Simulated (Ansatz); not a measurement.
# Loss of H2: SnH2(CH3)F → Sn(CH3)F + H2

Species: SnH2(CH3)F, singlet; Sn(CH3)F, singlet; H2 (hydrogen), singlet. 

Shapes, held fixed at every level: PBE0-D4/def2-TZVP. Programs: Ansatz 0.2.0. The zero-point and thermal change to 298 K, harmonic and unscaled (PBE0-D4/def2-TZVP), is -6.9 kJ/mol.

| level | kind | ΔH(298 K) (kJ/mol) | less CCSD(T)/def2-TZVPP |
| --- | --- | --- | --- |
| HF/def2-SVP | Hartree–Fock | +46.0 | +9.3 |
| SPW92/def2-TZVPP | LDA | +49.4 | +12.7 |
| PBE0-D4/def2-TZVPP | global hybrid | +34.8 | -1.9 |
| wB97M-V/def2-TZVPP | range-separated hybrid | +31.2 | -5.5 |
| wB97X-V/def2-TZVPP | range-separated hybrid | +41.8 | +5.1 |
| B2PLYP/def2-TZVPP | double hybrid | +17.3 | -19.4 |
| CCSD(T)/def2-SVP | coupled cluster or CI | +41.0 | +4.3 |
| CCSD(T)/def2-TZVPP | coupled cluster or CI | +36.7 | 0.0 |

The highest level, CCSD(T)/def2-TZVPP, gives ΔH(298 K) = +36.7 kJ/mol; the levels span +17.3 to +49.4. The column of differences is taken from that level and isn't an error. No measured value is set beside it here. For atoms past krypton def2 sets carry core potentials with scalar relativity. Correlated rows may include outer-core shells of Sn, which these sets cover unevenly.

Loss of H2 from SnH2(CH3)F is moderately endothermic at every level, at +36.7 kJ/mol with CCSD(T)/def2-TZVPP. The cost is small for breaking two Sn–H bonds because the strong H–H bond repays much of it and tin tolerates the divalent state well. In Sn(CH3)F the lone pair keeps mainly 5s character, which relativistic contraction stabilises, while fluorine probably helps further by donating π density into the empty 5p orbital.

The sign is therefore secure across these methods, but the magnitude is less so. Agreement with coupled cluster doesn't improve steadily with the kind of functional: B2PLYP lies furthest away, beyond even the LDA, perhaps because its perturbative correlation overstabilises the stannylene. In the small basis, Hartree–Fock and CCSD(T) differ only modestly, which suggests that much of the correlation energy cancels between the two sides. Release of a gas molecule favours elimination entropically, so the positive enthalpy alone doesn't establish that the stannane persists on heating.
